**The question.** The spacing $d$ between the first and second atomic layers of Ag(111), usually written $d_{12}$, changes with temperature. I shall derive that change from a free energy, show that vibrations parallel to the surface take part, and put numbers on a model between 293 K and 1100 K.

## Premises

1. The surface is flat, unreconstructed and free of defects, with $N$ surface cells of one atom per layer. Energies are per surface cell.
2. Atoms move on a static energy surface. Its value at the mean positions is $\Phi(d,\eta)$, where $\eta$ is the isotropic in-plane strain counted from the static lattice.
3. Vibrations about the mean positions are harmonic, with frequencies $\omega_i(d,\eta)$ that depend on $T$ only through the geometry. This is the quasi-harmonic approximation.
4. The crystal is thick, so the substrate imposes $\eta(T)$, with $d\eta/dT=\alpha_b$, the bulk linear coefficient.
5. The static energy does not couple $d_{12}$ to $d_{23}$ and deeper spacings. External pressure and electronic excitations are neglected.

A sum $\sum_i$ means the sum over all modes of the slab divided by $N$.

## Step 1: the free energy

One oscillator has levels $\hbar\omega(n+\tfrac12)$. With $y=\hbar\omega/k_BT$ the geometric series gives

$$Z=\sum_{n=0}^\infty e^{-y(n+1/2)}=\frac{e^{-y/2}}{1-e^{-y}}=\frac{1}{2\sinh(y/2)} .$$

Independent modes multiply their partition functions, so

$$F(d,\eta,T)=\Phi(d,\eta)+\sum_i k_BT\,\ln\left[2\sinh\frac{\hbar\omega_i}{2k_BT}\right].$$

The spacing $d$ is an average over $N$ cells. Its relative fluctuation falls as $N^{-1/2}$, so the observed spacing is the minimum of $F$. Nothing pushes on the top layer from outside, and the condition is $\partial F/\partial d=0$.

## Step 2: the thermal force

Differentiate one term with respect to its frequency:

$$\frac{\partial}{\partial\omega}k_BT\ln[2\sinh(y/2)]=\frac{\hbar}{2}\coth\frac y2=\hbar\left(n+\tfrac12\right),\qquad n=\frac{1}{e^y-1}.$$

Define the mode parameter $\gamma_i=-\partial\ln\omega_i/\partial\ln d$ at fixed $\eta$, positive for a mode that softens when the layers separate. Then $\partial\omega_i/\partial d=-\gamma_i\omega_i/d$, and with the mean mode energy $\varepsilon_i=\hbar\omega_i(n_i+\tfrac12)$ the condition becomes

$$\frac{\partial\Phi}{\partial d}=\frac1d\sum_i\gamma_i\varepsilon_i .$$

The static restoring force balances an outward vibrational force. Within the premises this is exact.

## Step 3: linearisation

Let $d_0$ be the static minimum at $\eta=0$, already relaxed, and $K=\partial^2\Phi/\partial d^2$ there. To first order the left side is $K\,\delta d+\Phi_{d\eta}\,\eta$, where $\Phi_{d\eta}$ is the mixed second derivative. The right side is already small, so it is evaluated at $d_0$ and $\eta=0$. With $\nu=\Phi_{d\eta}/(Kd_0)$,

$$\delta d=\frac{\sum_i\gamma_i\hbar\omega_i(n_i+\frac12)}{Kd_0}-\nu\,\eta\,d_0 .$$

The first term is the shift of a laterally clamped surface. The second is a Poisson response: stretching the plane pulls the layers together. Differentiating with respect to $T$ and using $d\varepsilon_i/dT=C_i=k_By_i^2e^{y_i}/(e^{y_i}-1)^2$ gives

$$\alpha_s\equiv\frac{1}{d_0}\frac{d\,\delta d}{dT}=\frac{\sum_i\gamma_iC_i}{Kd_0^2}-\nu\alpha_b .$$

At high temperature $\frac y2\coth\frac y2=1+y^2/12+\dots$, hence $\varepsilon_i=k_BT(1+y_i^2/12)$ and $C_i=k_B(1-y_i^2/12)$ to that order. With $G=\sum_i\gamma_i$ the classical result is

$$\alpha_s=\frac{k_BG}{Kd_0^2}-\nu\alpha_b .$$

**Question.** *I have seen this without the last term. Is it not a small correction?*

The short form $k_BG/(Kd_0^2)$ holds at fixed in-plane lattice constant, and a heated crystal does not keep that fixed. We can size the term from elasticity. The cubic energy density is $u=\frac12C_{11}\sum_ie_{ii}^2+C_{12}\sum_{i<j}e_{ii}e_{jj}+2C_{44}\sum_{i<j}e_{ij}^2$, with $e_{ij}$ the tensor strain. A strain $x$ along [111] and $\eta$ in the plane has $e_{ii}=(x+2\eta)/3$ and $e_{ij}=(x-\eta)/3$, so

$$u=\tfrac16(C_{11}+2C_{12})(x+2\eta)^2+\tfrac23C_{44}(x-\eta)^2 .$$

Its second derivatives are $\partial_x^2u=C_{33}'=(C_{11}+2C_{12}+4C_{44})/3$ and $\partial_x\partial_\eta u=2C_{13}'=2(C_{11}+2C_{12}-2C_{44})/3$. For a bulk spacing under premise 5, $\Phi=\Omega u$ with $\Omega$ the atomic volume and $x=\delta d/d_0$. Therefore $Kd_0^2=C_{33}'\Omega$ and $\nu=2C_{13}'/C_{33}'$. For silver $\nu$ will come out near unity, so the term is about as large as $\alpha_b$.

The bulk also tests the formula. A spacing deep in a cubic crystal must have $\alpha_s=\alpha_b$. Since $(1+\nu)C_{33}'=C_{11}+2C_{12}=3B$, this gives $\alpha_b=k_BG_b/(3B\Omega)$, which is the classical Grüneisen relation $\alpha_b=\gamma_Gk_B/(B\Omega)$ with $G_b=3\gamma_G$. Without the Poisson term $C_{33}'$ would stand where $3B$ belongs.

If $K$ and $\nu$ at the surface equal their bulk values, subtraction yields the excess:

$$\alpha_s-\alpha_b=\frac{k_B(G_s-G_b)}{Kd_0^2}=\alpha_b(1+\nu)\left(\frac{G_s}{G_b}-1\right).$$

## Step 4: which modes enter

Let $D$ be the force-constant matrix of the slab, rigid translations removed, and $M$ the atomic mass. The $M\omega_i^2$ are its eigenvalues, so the sum of $\ln\omega_i$ over all modes is $\frac12\ln\det D$ plus a constant. The identity $\partial\ln\det D=\mathrm{Tr}(D^{-1}\partial D)$ and classical equipartition, $\langle u_au_b\rangle=k_BT(D^{-1})_{ab}$, give

$$G=-\frac{d}{2N}\mathrm{Tr}\left(D^{-1}\frac{\partial D}{\partial d}\right)=-\frac{d}{2Nk_BT}\sum_{ab}\frac{\partial D_{ab}}{\partial d}\langle u_au_b\rangle .$$

The mass has dropped out. Every displacement counts whose force constant depends on $d$, whatever its direction, and atoms of the second layer count as well as those of the first. On fcc(111) the interlayer bonds are inclined, so a lateral displacement stretches them, and in-plane polarised motion contributes.

**Question.** *Why should a sideways vibration push a layer outward?*

A top atom sits in a threefold hollow. Moving sideways, it approaches one or two of the atoms below. Repulsion stiffens faster than attraction, so lifting the layer lowers the lateral frequency and gains entropy. A geometric effect opposes this, as the model will show.

## Step 5: a model for the $\gamma_i$

Take nearest-neighbour bonds $\phi(r)$ with $\phi'=0$, $\phi''=k$ and $\phi'''=-\lambda k/r$ at the bond length $r$, the same at the surface as inside. A bond along the unit vector $\mathbf e$ contributes $\phi''e_ae_b+(\phi'/r)(\delta_{ab}-e_ae_b)$ to the on-site force constant of each end atom. An interlayer bond has $c=e_z=d/r$ with $c^2=2/3$, and $s^2=1-c^2=1/3$. The three interlayer bonds of an atom give

$$D_{zz}^{(3)}=3\left[\phi''c^2+\frac{\phi'}{r}s^2\right]=2k,\qquad D_{xx}^{(3)}=3\left[\phi''\frac{s^2}{2}+\frac{\phi'}{r}\left(1-\frac{s^2}{2}\right)\right]=\frac k2 ,$$

and $D_{yy}=D_{xx}$ by threefold symmetry. Since $\Phi=3\phi(r)$, also $K=2k$. The six in-plane bonds add $3k$ to $D_{xx}$ and nothing to $D_{zz}$. A top atom thus has $D_{zz}=2k$ and $D_{xx}=7k/2$. An atom of the second layer or deeper has $4k$ in every direction.

At fixed lateral offset $\partial r/\partial d=c$, so per unit $\ln d$ the quantity $\phi''$ changes by $-\lambda kc^2$, $\phi'/r$ by $kc^2$, and $c^2$ by $2c^2s^2$. Then

$$\frac{\partial D_{zz}}{\partial\ln d}=3k\left[-\lambda c^4+3c^2s^2\right]=k\left(2-\frac{4\lambda}{3}\right),$$

$$\frac{\partial D_{xx}}{\partial\ln d}=3k\left[-\frac{\lambda c^2s^2}{2}-c^2s^2+c^2\left(1-\frac{s^2}{2}\right)\right]=k\left(1-\frac\lambda3\right).$$

The terms free of $\lambda$ are geometric: a stretched bond carries tension and turns toward the normal. They stiffen the motion on balance, and the in-plane $\gamma$ is positive only for $\lambda>3$.

Now let each atom vibrate with its neighbours held at their mean positions, a local Einstein approximation that keeps only the on-site blocks of $D$. With $\gamma=-\frac12\partial\ln D/\partial\ln d$,

$$\gamma_{1z}=\frac\lambda3-\frac12,\quad\gamma_{1x}=\frac{\lambda-3}{21},\quad\gamma_{2z}=\frac\lambda6-\frac14,\quad\gamma_{2x}=\frac{\lambda-3}{24}.$$

A bulk spacing has bulk atoms on both sides, and the top spacing has one atom of each kind:

$$G_b=2(\gamma_{2z}+2\gamma_{2x})=\frac\lambda2-1,\qquad G_s=\gamma_{1z}+2\gamma_{1x}+\gamma_{2z}+2\gamma_{2x}=\frac{19\lambda}{28}-\frac97 .$$

The derivatives of $D$ are the same as in the bulk. The surface excess, $5\lambda/28-2/7$, arises because the top atom is softer and explores the anharmonicity with larger amplitude.

**Question.** *Neighbours move in a correlated way. How far can that change the answer?*

For the term in $\lambda$ there is a bound. From the trace formula that term is $(\lambda/3)S$, with $S=\sum k\langle u_\ell^2\rangle/k_BT$ over the three interlayer bonds and $u_\ell$ the bond stretch. The harmonic energy is a sum of $\frac12ku_\ell^2$ over bonds, so equipartition fixes the total of $k\langle u_\ell^2\rangle/k_BT$ at three per atom. The bulk has six equivalent bonds per atom, each with $1/2$, and $S_b=3/2$. Cleaving removes three bonds per cell and no atoms. Their share of $3/2$ passes to the remaining bonds, $3/4$ for each of the two faces. No bond loses, because $\mathbf v^TD^{-1}\mathbf v=\max_{\mathbf w}(2\mathbf v\cdot\mathbf w-\mathbf w^TD\mathbf w)$ can only grow when springs are removed. Hence $3/2\le S_s\le9/4$, and the excess of the $\lambda$ term lies between 0 and $\lambda/4$. The local model assigns $15/28$ of excess to the interlayer bonds and $3/14$ to the in-plane bonds, which adds up to $3/4$. The bound does not cover the geometric terms.

## Illustration: Ag(111)

The compiled room-temperature constants (Blaschke) are $C_{11}=123.99$, $C_{12}=93.67$ and $C_{44}=46.12$ GPa, and the compiled $\alpha_b$ at 293 K (Kaye and Laby Online, NPL) is $18.9\times10^{-6}$ K$^{-1}$. As typical inputs I take $a=0.409$ nm and $M=107.87$ u. I use the room-temperature geometry as $d_0$, assume bulk values of $K$ and $\nu$ at the surface, hold $\alpha_b$ constant at first order, and carry intermediates unrounded.

The geometry gives $d_0=a/\sqrt3=0.2361$ nm and $\Omega=a^3/4=1.710\times10^{-29}$ m$^3$. Elasticity gives $C_{33}'=165.27$ GPa, $C_{13}'=73.03$ GPa and $\nu=0.884$. Then $Kd_0^2=2.827\times10^{-18}$ J, $K=50.7$ N/m, $k=25.3$ N/m and $k_B/(Kd_0^2)=4.884\times10^{-6}$ K$^{-1}$.

The anharmonicity is fitted to the bulk expansion. The clamped bulk coefficient is $(1+\nu)\alpha_b=35.6\times10^{-6}$ K$^{-1}$, so $G_b=7.29$, $\gamma_G=2.43$ and $\lambda=2(G_b+1)=16.6$. The bulk value is thus an input and tests nothing.

| motion | number | $\gamma$ each | $\hbar\omega/k_B$ (K) |
|---|---|---|---|
| layer 1, normal | 1 | 5.03 | 128.5 |
| layer 1, in-plane | 2 | 0.647 | 170.0 |
| layer 2, normal | 1 | 2.51 | 181.7 |
| layer 2, in-plane | 2 | 0.566 | 181.7 |

The frequencies are $\sqrt{D/M}$. The sum is $G_s=9.96$, of which in-plane motion supplies 2.42, or 24 %. The clamped coefficient is $48.7\times10^{-6}$ K$^{-1}$ and the Poisson term removes $16.7\times10^{-6}$ K$^{-1}$, so the model has

$$\alpha_s=32.0\times10^{-6}\ \mathrm{K^{-1}}=1.7\,\alpha_b,\qquad\alpha_s-\alpha_b=13.1\times10^{-6}\ \mathrm{K^{-1}} .$$

Over the 807 K from 293 K to 1100 K the top spacing grows at first order by 2.6 %, or 6.1 pm, and a bulk spacing by 1.5 %. The relaxation $(d_{12}-d_b)/d_b$ shifts outward by 1.1 %. Leaving out the Poisson term would have suggested $2.6\,\alpha_b$. With the $\lambda$ term at its upper bound, $\lambda/4=4.14$, no geometric offset and the same $\lambda$, the shift would be 1.6 %.

**Question.** *Could one not simply take the three rigid vibrations of the top layer against a fixed substrate?*

One can, and the model shows the risk. A rigid slide stretches no in-plane bond, so its stiffness is $k/2$ in place of $7k/2$, and its parameter is $\lambda/3-1=4.53$, seven times $\gamma_{1x}$. The three modes sum to 14.1, with 64 % in-plane, and the same $\lambda$ gives $\alpha_s=52\times10^{-6}$ K$^{-1}$. Their $\lambda$ term is $\lambda/3+2\lambda/3=\lambda$, above the ceiling $\lambda/2+\lambda/4$ just derived. Such a slide is one wave vector out of $N$, and in this model it cannot represent the surface zone.

**Question.** *Is the classical limit safe at room temperature, and where did the zero-point motion go?*

For the stiffest mode $y^2/12$ is 3.2 % at 293 K and 0.2 % at 1100 K. A Debye spectrum has $\langle\omega^2\rangle=\frac35\omega_D^2$, so the compiled Debye temperature of 215 K (Wikipedia) corresponds to 167 K. The model's bulk 181.7 K, not fitted to it, is 9 % higher. At $T=0$ the clamped term leaves $\sum_i\gamma_i\hbar\omega_i/(2Kd_0^2)=0.37$ %. It must not be added to the classical shift, because $\hbar\omega n\to k_BT-\hbar\omega/2$ at high temperature cancels it.

## Range of validity

*Order in $T$.* Classically $F=\Phi+k_BT\sum_i\ln(\hbar\omega_i/k_BT)+O(T^2)$, so the term of $\delta d$ linear in $T$ is exact for a given energy surface. Three corrections enter at order $T^2$: the change of $K$ and $\nu$ with geometry, the change of $G/d$, and phonon–phonon interaction, which premise 3 omits. Solving the quasi-harmonic condition without linearising keeps the first two only.

*Size at 1100 K.* The interlayer bond stretches by $(\frac23\alpha_s+\frac13\alpha_b)\,\Delta T=2.2$ %, which lowers $\phi''$ and with it $K$ by about $\lambda$ times that, a fraction 0.37. The bulk fraction is $\lambda\alpha_b\Delta T=0.25$. The local clamped coefficient goes as $1/K$, so its average over the interval rises by about half these fractions, by $9.0\times10^{-6}$ and $4.5\times10^{-6}$ K$^{-1}$. This term alone moves the shift from 1.1 % to 1.4 %. The other two need $\phi''''$, are of the same order, and can have either sign. The linear result is therefore uncertain by roughly a third at the top of the range, and its uncertainty from this source falls in proportion to $\Delta T$. A vanishing $\partial^2F/\partial d^2$ in a nonlinear quasi-harmonic solution comes where the omitted terms are large, and is no prediction of an instability.

*The bond model.* Central nearest-neighbour forces imply $C_{12}=C_{44}$ and $\nu=1/2$, which silver violates. Refitting with $\nu=1/2$ gives $\lambda=13.6$ and an excess of $10.5\times10^{-6}$ K$^{-1}$, which is 20 % lower. In a metal the bonds of an under-coordinated atom need not be bulk-like, so $K$, $\nu$ and $\lambda$ at the surface are assumptions. If the spacings couple, $K$ becomes a matrix $K_{mn}$, and $\delta d_m=\sum_n(K^{-1})_{mn}f_n$ with $f_n$ the thermal and Poisson force on spacing $n$.

*Smaller items.* If the elastic constants are adiabatic, $B$ exceeds the isothermal value by the fraction $3\alpha_b\gamma_GT$, 4 % at 293 K. For free electrons with a typical Fermi energy of 5.5 eV the ratio of electronic to lattice heat capacity is $\pi^2k_BT/(6E_F)$, 3 % at 1100 K. That temperature is 0.89 of a typical melting point of 1235 K, where vacancies and adatoms begin to erode premise 1.

The model's answer is an outward shift of $d_{12}$ relative to the bulk spacing of about 1 % between 293 K and 1100 K. As typical knowledge and not as a measurement, the top spacing of Ag(111) is commonly taken to stay within about 1 % of the bulk spacing over this range and to expand much as the bulk does, although shifts near 10 % have also been put forward. On the first view the model lies at the upper edge, and its $\alpha_s$ may be high by anything up to the 69 % by which it exceeds $\alpha_b$. On the second it is low by an order of magnitude, a gap that bulk-like central forces cannot close at first order in $T$.